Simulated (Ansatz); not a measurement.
# Ligand exchange: CH7GaO + SiH4 → GaH3(OH2) + SiH3(CH3)

Species: CH7GaO `C[OH+][GaH3-]`, singlet; SiH4 (silane) `[SiH4]`, singlet; GaH3(OH2), singlet; SiH3(CH3) (methylsilane), singlet. The partners trade CH3 for H: O–CH3 and Si–H bonds give way to O–H and Si–CH3.

Shapes, held fixed at every level: PBE0-D4/def2-TZVP. Programs: Ansatz 0.2.0. The zero-point and thermal change to 298 K, harmonic and unscaled (PBE0-D4/def2-TZVP), is +1.6 kJ/mol.

```
             level                    kind  ΔH(298 K) (kJ/mol)  less CCSD(T)/def2-TZVPP
       HF/def2-SVP            Hartree–Fock               -63.8                    +17.4
  SPW92/def2-TZVPP                     LDA               -84.1                     -2.9
PBE0-D4/def2-TZVPP           global hybrid               -85.9                     -4.7
wB97M-V/def2-TZVPP  range-separated hybrid               -84.9                     -3.7
wB97X-V/def2-TZVPP  range-separated hybrid               -79.1                     +2.1
     CCSD/def2-SVP   coupled cluster or CI               -67.9                    +13.3
CCSD(T)/def2-TZVPP   coupled cluster or CI               -81.2                      0.0
```

The highest level, CCSD(T)/def2-TZVPP, gives ΔH(298 K) = -81.2 kJ/mol; the levels span -85.9 to -63.8. The column of differences is taken from that level and isn't an error. No measured value is set beside it here. Relativity is left out for Ga unless named. Correlated rows may include outer-core shells of Ga, which these sets cover unevenly.

The exchange is clearly exothermic at every level, and the driving force lies mainly at oxygen. An O–H bond is much stronger than an O–CH3 bond, whereas Si–H and Si–C bonds are of similar strength, so moving methyl to silicon costs little. The dative Ga–O bond survives on both sides and largely cancels. Methanol is usually a slightly better donor than water, so coordination to gallane probably tempers the exothermicity a little.

The two least exothermic values, -63.8 and -67.9 kJ/mol, both come from the def2-SVP basis. Their closeness suggests that correlation at the CCSD level changes the balance only modestly, and that the small basis accounts for much of the remaining gap to CCSD(T), though triples also contribute. LDA lands near the coupled-cluster result, probably because errors cancel between closed-shell species with the same number of bonds. The reaction enthalpy does not show that exchange is facile, since breaking the C–O bond may carry a substantial barrier.
